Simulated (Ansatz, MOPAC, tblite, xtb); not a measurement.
# A ladder of methods for CH4ClGa (SMILES [CH3][GaH][Cl])

CH4ClGa: 7 atoms, total charge 0, spin state singlet. SMILES: `[CH3][GaH][Cl]`. The shape is that of a PBE0-D4/def2-TZVP optimisation.

Each level gives the dipole moment (D). The values are calculated.

```tsv
level	kind	program	value (D)
PM6	semi-empirical	MOPAC	2.65
PM7	semi-empirical	MOPAC	3.98
GFN2-xTB	semi-empirical	tblite	3.13
GFN1-xTB	semi-empirical	xtb	3.45
HF/STO-3G	Hartree–Fock	Ansatz	2.87
HF/3-21G	Hartree–Fock	Ansatz	3.68
HF/def2-SVP	Hartree–Fock	Ansatz	2.63
HF/def2-TZVP	Hartree–Fock	Ansatz	2.69
SVWN5/aug-cc-pVDZ	LDA	Ansatz	2.55
B3LYP/6-31G* (spherical functions)	global hybrid	Ansatz	2.73
```

All-electron rows without a relativistic Hamiltonian named are non-relativistic. The values span 2.55 to 3.98 D. Sets without polarisation functions give poor dipoles. Without the sets that lack polarisation functions the rows with a basis span only 2.55 to 2.73 D.

The dipole reflects mainly the polar Ga–Cl bond, with electron density drawn from electropositive gallium towards chlorine. The methyl carbon also carries negative charge, so the Ga–C bond contributes a moment that partly offsets the Ga–Cl one along some directions. Within Hartree–Fock, the fall from 3.68 D with 3-21G to 2.63 D with def2-SVP suggests that polarisation functions let the density around chlorine and gallium deform back towards the metal, countering the charge separation. The minimal basis lies closer to the larger sets at 2.87 D, probably through cancellation between its rigid valence shell and its missing polarisation.

The semi-empirical results show no common accuracy: PM6 falls among the polarised-basis values, whereas PM7 gives the largest moment of all, which probably reflects its gallium parameters. The LDA and B3LYP values differ in basis as well as functional, so their gap cannot be assigned to exchange alone. The moment belongs to the isolated monomer and would not carry over to chlorine-bridged aggregates, which organogallium chlorides commonly form.
